Q: I know the band gaps of my II–VI crystals far better than their electron masses. Can I read the mass from the gap?

A: The shortcut has a sound basis, and these five crystals let us test it. Masses are in units of the free-electron mass, and the hole masses are those along the cube axes. The gap is direct in each crystal, with both band edges at the centre of the zone.

Relaxed crystals of the zincblende type (space group F-43m). Computed with Ansatz 0.2.0: r2SCAN, plane-wave PAW, scalar-relativistic, no spin polarisation, cutoff 500 eV, Gaussian smearing of 0.02 eV, Gamma-centred k mesh. Gaps are taken over the whole zone, and masses by central differences along x, y and z at the band edges.

```
formula  element on site A  Z A  element on site B  Z B  volume per atom (Å³)  shortest distance (Å)    k mesh  band gap (eV)  lightest electron mass (electron mass)  lightest hole mass (electron mass)  heaviest hole mass (electron mass)
    ZnS                 Zn   30                  S   16                 20.16                  2.357  10×10×10          2.566                                   0.189                               0.209                               0.708
   ZnSe                 Zn   30                 Se   34                 23.54                  2.482     8×8×8          1.720                                   0.119                               0.127                               0.628
    CdS                 Cd   48                  S   16                 26.02                  2.566     8×8×8          1.486                                   0.149                               0.162                               0.817
   CdSe                 Cd   48                 Se   34                 29.74                  2.683  10×10×10          0.970                                  0.0906                              0.0956                               0.733
   CdTe                 Cd   48                 Te   52                 36.22                  2.865  10×10×10          1.079                                  0.0868                              0.0890                               0.573
```

Q: Why should a gap have anything to do with a mass?

A: The mass measures how sharply a band curves. At the band edge the conduction state is s-like and the valence states are p-like. Once the electron has a wave number k along x, its motion mixes the s-like state with the p-like state that points along x. The two levels then repel each other, and they repel more strongly the closer they lie.

Let P be the momentum matrix element between the two states and m₀ the free-electron mass. The coupling is ħkP/m₀, and second-order perturbation theory moves each level by the square of this coupling divided by the gap. Adding the free-electron energy ħ²k²/2m₀ gives

1/m_e = 1 + E/gap

1/m_lh = E/gap − 1

Here m_e is the electron mass, m_lh the lightest hole mass, and E = 2P²/m₀ a coupling energy. If the gap is very large, the repulsion fades and the electron mass tends to 1. If the gap is very small, the mass tends to gap/E, so it shrinks in proportion to the gap.

Q: Is there a simpler system in which I can picture this?

A: Take an electron in a weak periodic potential in one dimension, close to the boundary of its zone. Only two standing waves matter there, and they obey the same two equations, with E fixed by the lattice period alone. The picture is good for the repulsion across the gap. It stops being good where a real crystal brings in more states, or where E depends on the chemistry.

Q: Do the crystals behave like that?

A: In broad terms they do. From ZnS to CdSe the gap falls from 2.57 to 0.97 eV, and the electron mass is roughly halved. The lightest hole mass, which belongs to the valence branch that repels the conduction edge, is halved too.

The heaviest hole mass is a useful control. Along x it belongs to the p-like states that point sideways, and these do not mix with the s-like edge. It is 0.71 in ZnS and 0.73 in CdSe, and although it varies among the other crystals, it does not shrink with the gap.

Q: Then I take one value of E for the whole family and calculate the masses?

A: That is the step that fails. Compare ZnSe with CdS. CdS has the smaller gap, 1.49 against 1.72 eV, so its electron should be lighter. It is in fact heavier, 0.149 against 0.119.

This reversal is the clearest sign of the failure, because no refitting can remove it. With any fixed E, a smaller gap must give a lighter electron. A least-squares fit of 1/m_e − 1 to E/gap over all five crystals gives E = 10.4 eV. Relative to the computed masses, it makes the electron 19% too heavy in ZnSe and 16% too light in CdS, although both were part of the fit.

Q: So E differs from crystal to crystal. Is there any order in it?

A: There is. Solve the first equation for E in each crystal, as (1/m_e − 1) × gap. Replacing Zn by Cd lowers E by 23 to 24%, with either S or Se as the partner. Each step to a heavier anion, from S to Se or from Se to Te, raises it by 15 to 17%.

Going from ZnSe to CdS combines the two unfavourable changes: a heavier cation and a lighter anion. E drops by a third, while the gap drops by only 14%. The weaker coupling outweighs the smaller gap, and the electron becomes heavier.

Q: Can I use that order to estimate a mass?

A: Try CdSe, using its own gap but none of its masses. The other three members of the square give E = 11.01 eV for ZnS, 12.73 eV for ZnSe and 8.49 eV for CdS. If the effects of cation and anion multiply, then

E(CdSe) ≈ 8.49 × 12.73 / 11.01 = 9.82 eV

1/m_e ≈ 1 + 9.82/0.970 = 11.1

m_e ≈ 0.090

The calculation gives 0.0906, so the estimate is good to about 1%. The common E misses the same crystal by 6%, even though CdSe helped to fix it. This is not an independent forecast, because the nearly equal drops from Zn to Cd that suggest the rule already include CdSe. A single square of compounds illustrates the multiplication rule without establishing it.

Q: Why does E depend on the elements at all?

A: E measures how strongly motion links the two edge states, and so it depends on how their wave functions are shaped around both atoms. In the one-dimensional picture, E would fall as the inverse square of the lattice period. A longer bond would then mean a smaller E. That agrees in direction with the change from Zn to Cd, but a heavier anion also lengthens the bond, and there E rises. Size alone is therefore not the explanation, and the data here do not identify the property of the wave functions that is.

Q: Suppose I give each crystal its own E. Is the two-level formula then correct?

A: It can then reproduce any electron mass below 1, so that mass no longer tests it. The lightest hole still does. Subtract the second equation from the first, and E and the gap both drop out:

1/m_e − 1/m_lh = 2

The computed differences, with the hole masses taken along the cube axes as in the table, lie between 0.28 and 0.58. The two-level picture therefore misses something in all five crystals, including those whose electron mass the common E reproduces well.

Q: What is missing?

A: Other bands, for one. The heaviest hole shows that they matter. Its states do not mix with the s-like edge, so with the two-level repulsion alone its band would curve upwards like that of a free electron. In the calculations it curves downwards, so levels higher up must push it down. In ZnSe, CdS and CdSe the same calculations show another set of three degenerate levels, 4.6 to 5.6 eV above the conduction edge. These levels are expected to be p-like, and by symmetry such levels couple to the sideways states and push them down. They do not act on the light hole along x, and their coupling to the s-like edge is expected to be weak, since it vanishes when the two atoms are alike.

The shortfall is expected to sit mostly on the hole side: higher pairs of d-like levels couple to the light-hole state along x and push it down too, which raises 1/m_lh. The same runs show that the light hole feels other bands. The two-level formula gives it the same mass in every direction, yet in ZnSe it is 0.127 along a cube axis and 0.1045 along a body diagonal, while the electron mass stays at 0.119. Along the diagonal the difference of the inverse masses is even negative, between −0.7 and −1.6 over the five crystals. The separate couplings were not calculated. The r2SCAN functional also depends on the kinetic-energy density, which changes the free-electron term that the formula sets to 1. The E of each crystal is thus an effective number that absorbs these leftovers. Taking E from the average of the two inverse masses, where the free-electron terms cancel, changes its size and makes the rise from S to Se clearly smaller, but keeps the same rises and falls. That average also takes in the extra push on the hole, so it is not the cleaner number.

Q: Can I at least trust the computed gaps and masses themselves?

A: Not as measured values. Semilocal functionals such as r2SCAN give gaps that are too small. The computed gaps lie below the measured ones by roughly half an eV in CdTe and by more than one eV in ZnS, if I recall the measured values correctly. The table alone does not reveal this error; a measured gap does. The cells are also larger than the measured ones as I recall them, most of all for the Cd compounds, and a larger cell is expected to lower the gap, so part of the error comes in through the geometry. If E itself were right, a gap that is 10% too small would make the electron 8 to 9% too light. The functional can also err in E, so the error of a mass does not follow from that of the gap alone.

A second fault affects the order of CdSe and CdTe. The computed gap of CdTe is larger by 0.11 eV, but spin–orbit coupling is left out. The sign of this in the calculation is a valence edge made of three levels at exactly the same energy. Spin–orbit coupling splits them and raises the top by about a third of the splitting, which is roughly 0.9 eV in CdTe and 0.4 eV in CdSe as I recall. With that correction CdTe has the smaller gap, by about 0.06 eV. Spin–orbit coupling also mixes the p-like states near the edge, so the hole masses in the table should not be compared directly with measured ones. It is expected to make the electron lighter as well, most of all in CdTe. Since it would take about 0.3 eV off the CdTe gap, the half eV quoted above understates the error of the rest of the calculation in that crystal.

Q: Does that also undo your argument about ZnSe and CdS?

A: No. The same correction lowers the gap of ZnSe by only about 0.1 eV, which is less than its lead of 0.23 eV over CdS. The test of the formula is also fair without the correction, because each gap and mass come from the same calculation.

Q: What should I do in practice?

A: Within one set of calculations such as this, use the gap for a first guess, and allow for errors of about 20%, and possibly more for a crystal that was not in the fit. The common E was fitted to computed gaps that are too small, and it has not been tested with measured ones, so fit E anew before you use measured gaps. Do not use the gap alone to rank two crystals with similar gaps. Look at the elements too: at nearly equal gaps, the heavier anion or the lighter cation favours the lighter electron. When the gaps differ widely, the gap can win: ZnS has a heavier electron than CdS, despite its lighter cation. If the gap and the elements point to different answers, calculate the mass itself.
